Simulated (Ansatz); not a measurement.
# A series in volume per atom on CuO2

Equation of state of a cubic crystal from periodic Kohn-Sham density functional theory without spin; pressure corrected for the finite basis. The results are calculated, by Ansatz 0.2.0 development build.

Cell of the first row (space group Fm-3m, No. 225):
```
CELL_PARAMETERS angstrom
0.00000 2.35060 2.35060
2.35060 0.00000 2.35060
2.35060 2.35060 0.00000
ATOMIC_POSITIONS crystal
Cu 0.00000 0.00000 0.00000
O 0.25000 0.25000 0.25000
O 0.75000 0.75000 0.75000
```

Settings of every row: formula CuO2; structure type fluorite; functional r2SCAN; spin treatment none; k mesh 12x12x12; occupation method fermi-dirac; occupation width 0.1 eV; wave cutoff 1050 eV; datasets hand-made PAW; density cutoff ratio 5; xc grid level 2.

Limits: a cubic model structure, not a phase known at ambient conditions; modest k-mesh, values are not fully converged in k; no spin polarisation, a magnetic state may lie lower; the SCF threshold is loose for a stress in some rows.

```csv
row,volume per atom (Å³),pressure (GPa),energy above lowest point (meV/atom)
1,8.658,9.597,10.29
2,8.941,2.3,0
3,9.223,?,?
4,9.505,-8.898,12.81
5,9.787,-13.151,32.35
```

Question: what pressure and energy above lowest point should row 3 give?

Worked fit of pressure. Take u = (V_r/V)^(2/3) − 1 with V_r = 9.223 Å³ an atom, which is twice the finite (Eulerian) strain; such expansions in the strain, on which the Birch-Murnaghan equation of state is built, carry the rest volume and the bulk modulus. The shown rows have u = 0.04305, 0.02092, -0.01988, -0.0388. Least squares give pressure = −3.7993 + 274.136 × u + 857.7 × u² GPa; a straight line predicts inner rows, each left out in turn, worse (root mean square 0.83 against 0.029 GPa). The rows lie off it by 0.005, -0.011, 0.012, -0.006 (root mean square 0.009 GPa). The pressure vanishes at u = 0.0133, or V = 9.042 Å³ an atom, and there the bulk modulus at fixed shape and fractions is B = −V dP/dV = (2/3)(1 + u) dP/du = 201 GPa. The withheld row has u = 0, so the fit gives −3.7993 + 274.136 × (0) + 857.7 × (0)² = -3.799 GPa.

The calculation gave -3.801 GPa. The fit lies 0.002 GPa (0.0088 % of the column's range) above it; its largest miss of a shown row is 0.012 GPa.

Worked fit of energy above lowest point. Take u = (V_r/V)^(2/3) − 1 with V_r = 9.223 Å³ an atom, which is twice the finite (Eulerian) strain; such expansions in the strain, on which the Birch-Murnaghan equation of state is built, carry the rest volume and the bulk modulus. The shown rows have u = 0.04305, 0.02092, -0.01988, -0.0388. Least squares give energy above lowest point = 1.477 − 322.52 × u + 12226.6 × u² meV/atom; a straight line predicts inner rows, each left out in turn, worse (root mean square 12 against 0.21 meV/atom). The rows lie off it by 0.04, -0.08, 0.09, -0.05 (root mean square 0.068 meV/atom). Its lowest point lies at u = 0.0132, or V = 9.043 Å³ an atom, and the curvature there gives the bulk modulus at fixed shape and fractions, B = (4/9)(1 + u)² E″(u)/V = 198 GPa. The withheld row has u = 0, so the fit gives 1.477 − 322.52 × (0) + 12226.6 × (0)² = 1.48 meV/atom.

The calculation gave 1.48 meV/atom. The fit meets it to the printed digit.
